The solvent term of the analytic free-energy gradient

1. The general result

A solute described by a closed-shell self-consistent field sits in a cavity whose surface is divided into elements. V is the vector of solute potentials (nuclei plus electrons) at the elements, and q = Q·V is the vector of apparent surface charges, in equilibrium with the solute. In this section atomic units are used. S is the surface matrix of the conductor-like model (C-PCM), Ω the overlap matrix of the real basis functions, and P the total density matrix. A superscript x marks the derivative with respect to a nuclear coordinate at fixed elements of P. The free energy is

G = E[P] + G_s,  G_s = (1/2) V·Q·V   (1)

with E[P] the Hartree-Fock or Kohn-Sham energy expression of the isolated solute, nuclear repulsion included. For symmetric Q the two factors V contribute equally to a derivative:

G_s^x = q·V^x + (1/2) V·Q^x·V   (2)

V^x collects the motion of the nuclei, of the basis functions in the potential integrals and of the surface points. In C-PCM, Q = −f S⁻¹ with f = (ε_r − 1)/ε_r for relative permittivity ε_r. From (S⁻¹)^x = −S⁻¹S^xS⁻¹ follows Q^x = f S⁻¹S^xS⁻¹, and S⁻¹V = −q/f gives

G_s^x = q·V^x + q·S^x·q/(2f)   (3)

No derivative of q appears, and the reason is variational. The function q·V + q·S·q/(2f) of independent charges is stationary at q = −f S⁻¹V, where it equals q·V/2 = G_s. Its explicit derivative at fixed q is (3).

The remaining change of G comes through P. The same symmetry gives ∂G/∂P = F = F⁰[P] + X, with X_μν = Σ_k q_k ∂V_k/∂P_μν. With P = 2Σ_i c_i c_iᵀ, F c_i = ε_i Ω c_i and the derivative of c_iᵀΩc_i = 1,

tr(F dP/dx) = 4Σ_i ε_i c_iᵀΩ dc_i/dx = −2Σ_i ε_i c_iᵀΩ^x c_i = −tr(WΩ^x)

where W = 2Σ_i ε_i c_i c_iᵀ. Hence

dG/dx = E^x + q·V^x + (1/2) V·Q^x·V − tr(WΩ^x)   (4)

The ε_i in the last term, the Pulay term, are eigenvalues of the solvated matrix F⁰ + X. If Q is not symmetric, as in discretised integral-equation PCM, G_s depends only on its symmetric part, and (2) holds with q replaced by (1/2)(Q + Qᵀ)V. Equation (4) needs a G that is stationary in the orbitals, and a discretisation that is differentiable in x.

2. A model with two orbitals and two surface charges

Every term of (4) survives in a model of the carbonyl π bond with two electrons, two overlapping orbitals and two surface charges. The coordinate is the C=O distance R, and a prime is d/dR. Lengths are in Å, energies in eV and charges in e, so products of two charges and an inverse length carry k_e = e²/(4πε₀) = 14.3996 eV Å.

Solute. In the basis (χ_C, χ_O),

h = [[Δ/2, −b], [−b, −Δ/2]],  Ω = [[1, s], [s, 1]]

with b(R) > 0, s(R) the overlap and Δ a constant. There is no explicit electron repulsion, so E = tr(Ph) + U(R), where U holds the σ frame and the cores. Each core carries charge +1. The zero of energy is the mean of the two diagonal levels. Adding αΩ to h raises tr(Ph') by α tr(PΩ') and lowers the Pulay term by the same amount, so the choice does not affect the gradient. Define δ = (P_OO − P_CC)/2 and p = P_CO. Then E = −Δδ − 2bp + U.

Potential. The orbital densities act as point charges on the atoms, and the overlap density is shared equally between them (the Mulliken approximation). The atomic charges are 1 − P_CC − sp and 1 − P_OO − sp, which equal +δ and −δ when tr(PΩ) = 2.

Cavity. Two spheres of equal radius ρ are centred on C and O. Each exposes the area A = πρL, with L = 2ρ + R. One surface charge stands for each exposed part and sits at its outer pole on the axis, point 1 beyond O and point 2 beyond C. The points move with their atoms. With the usual C-PCM rule for the diagonal,

S₁₁ = S₂₂ = S_d = 1.0694 (4π/A)^(1/2),  S₁₂ = S_o = 1/L

The rule is meant for small elements. Here it only defines the model.

The potentials are V₁ = −V₂ = −k_e δu with u = 1/ρ − 1/(ρ + R). The vector (1, −1) is an eigenvector of S with eigenvalue w = S_d − S_o, so

q₁ = −q₂ = fδu/w,  G_s = −gδ²,  g = f k_e u²/w   (5)

The reaction-field matrix is X = diag(+gδ, −gδ). Its off-diagonal element is proportional to q₁ + q₂ and vanishes. The solvated F is therefore h with Δ replaced by D = Δ + 2gδ.

3. Solution

The condition det(F − εΩ) = 0 reads (1 − s²)ε² − 2bsε − (b² + D²/4) = 0. Its lower root is

ε = (bs − Λ)/(1 − s²),  Λ = [b² + (1 − s²)D²/4]^(1/2)

The Hellmann-Feynman derivatives of 2ε at fixed s are ∂(2ε)/∂D = −δ and ∂(2ε)/∂b = −2p, which give δ = D/(2Λ) and p = (b/Λ − s)/(1 − s²). Eliminating D in favour of δ, with τ = [1 − (1 − s²)δ²]^(1/2), gives Λ = b/τ and

D = 2bδ/τ,  p = (τ − s)/(1 − s²),  ε = −b(1/τ − s)/(1 − s²)   (6)

A normalised orbital has one free parameter, and p(δ, s) in (6) holds for any normalised bonding orbital. The free energy is then an explicit function of δ and R:

Φ(δ, R) = −Δδ − 2b p(δ, s) − gδ²,  G = Φ + U   (7)

Since ∂p/∂δ = −δ/τ, the condition ∂Φ/∂δ = 0 is

Δ + 2gδ = 2bδ/τ   (8)

which is the self-consistency condition D = Δ + 2gδ. For g = 0 it is solved by δ₀ = Δ/(2Λ). For g > 0 its square is a quartic in δ. Because ∂²Φ/∂δ² = 2b/τ³ − 2g and τ ≤ 1, the root of (8) is unique and a minimum when b > g. All else is closed in δ.

4. The gradient by two routes

Direct route. Along the solution of (8), dΦ/dR = ∂Φ/∂R at fixed δ:

dΦ/dR = −2b'p − 2b(∂p/∂s)s' − g'δ²   (9)

Differentiating p at fixed δ, with ∂τ/∂s = sδ²/τ and (1 − s²)δ² = 1 − τ²,

∂p/∂s = (s/τ + sτ − 1 − s²)/(1 − s²)² = −(1/τ − s)(τ − s)/(1 − s²)² = εp/b   (10)

General route. The terms of (4) are taken one at a time, at fixed P.

(a) tr(Ph') = −2b'p.

(b) W = εP, so −tr(WΩ') = −2εps'.

(c) V₁^x = −k_e δu' + σ and V₂^x = +k_e δu' + σ. The common part σ = −k_e ps'[1/ρ + 1/(ρ + R)] arises because a fixed P loses its normalisation when s changes. It drops out against q₁ + q₂ = 0, a property of this symmetric cavity. Thus q·V^x = −2k_e q₁δu' = −2gδ² u'/u.

(d) The cavity term is k_e q·S'·q/(2f) = k_e q₁²(S_d' − S_o')/f = gδ² w'/w.

Since g'/g = 2u'/u − w'/w, the sum of (c) and (d) is −g'δ². By (10), term (b) is the second term of (9). The two routes agree identically. The ε in (10) is the expression (6) at the solvated δ, which is the eigenvalue of h + X and of no other matrix in the problem.

5. Numbers for acetone in water

The inputs are typical or assumed values, all of them: R₀ = 1.22 Å, s(R₀) = 0.22, b(R₀) = 3.0 eV, both s and b decaying as exp[−(2.0 Å⁻¹)(R − R₀)], Δ = 3.40 eV, ρ = 2.30 Å, ε_r = 78.4, and a gas-phase stretching force constant k = 12 mdyn/Å = 74.9 eV/Å². Δ was chosen to give a gas-phase dipole near the typical 2.9 D. The radius was chosen larger than usual atomic cavity radii, since the two spheres also stand in for the methyl groups, so that the solvation free energy is of ordinary size for a small ketone. Neither quantity is therefore a test of the model. U is fixed by requiring the gas-phase energy to be (k/2)(R − R₀)². The static ε_r applies because an equilibrium geometry is sought.

At R₀, s' = −0.44 Å⁻¹, b' = −6.0 eV/Å and f = 0.98724. The cavity quantities are

A = 42.05 Å², u = 0.15069, S_d = 0.58458, S_o = 0.17182, w = 0.41276 (Å⁻¹)
u' = 0.08071, S_d' = −0.05022, S_o' = −0.02952, w' = −0.02070 (Å⁻²)
g = 0.7821 eV, g' = 0.8770 eV/Å

The electronic solutions at R₀ are

quantity | gas | water
δ | 0.4959 | 0.5894
τ | 0.8752 | 0.8182
p | 0.6885 | 0.6286
ε (eV) | −2.9086 | −3.1595
tr(Ph) (eV) | −5.8172 | −5.7756
dipole δR (D) | 2.91 | 3.45

In water D = 4.3219 eV, q₁ = 0.2124 e and V₁ = −1.2789 V, so G_s = q₁V₁ = −0.2717 eV (−6.26 kcal/mol). Polarising the solute costs 0.0416 eV, and the model's electrostatic solvation free energy at R₀ is −0.2300 eV (−5.3 kcal/mol).

The gradient terms at R₀, in eV/Å, are

term | gas | water
tr(Ph') | 8.262 | 7.544
Pulay, −2εps' | −1.762 | −1.748
q·V^x | 0 | −0.291
cavity term | 0 | −0.014
U' | −6.500 | −6.500
total | 0 | −1.009

The first four entries of the water column add up to 5.491 eV/Å, which is dΦ/dR of (9).

The cavity term is small because two parts oppose each other. The growing areas lower the self-repulsion of each surface charge and contribute k_e q₁²S_d'/f = −0.033 eV/Å. The growing distance between the two opposite charges weakens their attraction and contributes −k_e q₁²S_o'/f = +0.019 eV/Å. The explicit solvent term (3) is −0.305 eV/Å, or 30 per cent of the total. The other −0.704 eV/Å comes from the first two rows, which have the gas-phase form but are evaluated with the polarised density: the solvent favours the ionic form, p falls, and the π bond pulls less strongly against U.

The response that (4) avoids is large. Implicit differentiation of (8) gives dδ/dR = 1.008 Å⁻¹, and the accompanying change of G_s is −2gδ dδ/dR = −0.929 eV/Å, about three times the explicit solvent term. The solute energy changes through δ by (2bδ/τ − Δ) dδ/dR, which by (8) is +0.929 eV/Å. The solvent term (3) is thus not the total derivative of G_s along the relaxed solution. It is the part that remains in dG/dR once the response terms have cancelled.

The orbital energy in W matters at the level of the effect. With the solvated P and the gas-phase ε = −2.9086 eV the Pulay term would be −1.609 eV/Å. The gradient would shift by +0.139 to −0.870 eV/Å, a loss of 14 per cent. With W built from h alone, ε is replaced by tr(Ph)/2 = −2.8878 eV. From 2ε = tr(Ph) + tr(PX) and tr(PX) = −2gδ², this omits exactly G_s from ε. The gradient then shifts by 2G_s ps' = +0.150 to −0.858 eV/Å, a change of about half the explicit solvent term. These shifts depend on differences of orbital energies and so not on the zero of energy.

6. The bond length

A Newton step with the gas-phase force constant gives ΔR = 1.009/74.9 = 0.0135 Å. The solvent also changes the curvature. Here the response does enter, as d²Φ/dR² = Φ_RR − Φ_Rδ²/Φ_δδ, and the difference between water and gas is −3.2 eV/Å², which lowers k by 4 per cent. The model's lengthening becomes 0.014 Å. This number belongs to the model and its assumed inputs. Continuum calculations on acetone in water typically give about 0.005 to 0.01 Å, so the model lies high, by a factor of roughly 1.5 to 3. It routes all polarisation through the π bond and places both surface charges on the axis, where the dipole potential is largest. It also omits bond anharmonicity, non-electrostatic terms and the hydrogen bonds to the carbonyl oxygen, the last being absent from any pure continuum. None of this touches the identity of (9) with (4), which holds for all b(R), s(R), Δ, ρ and f.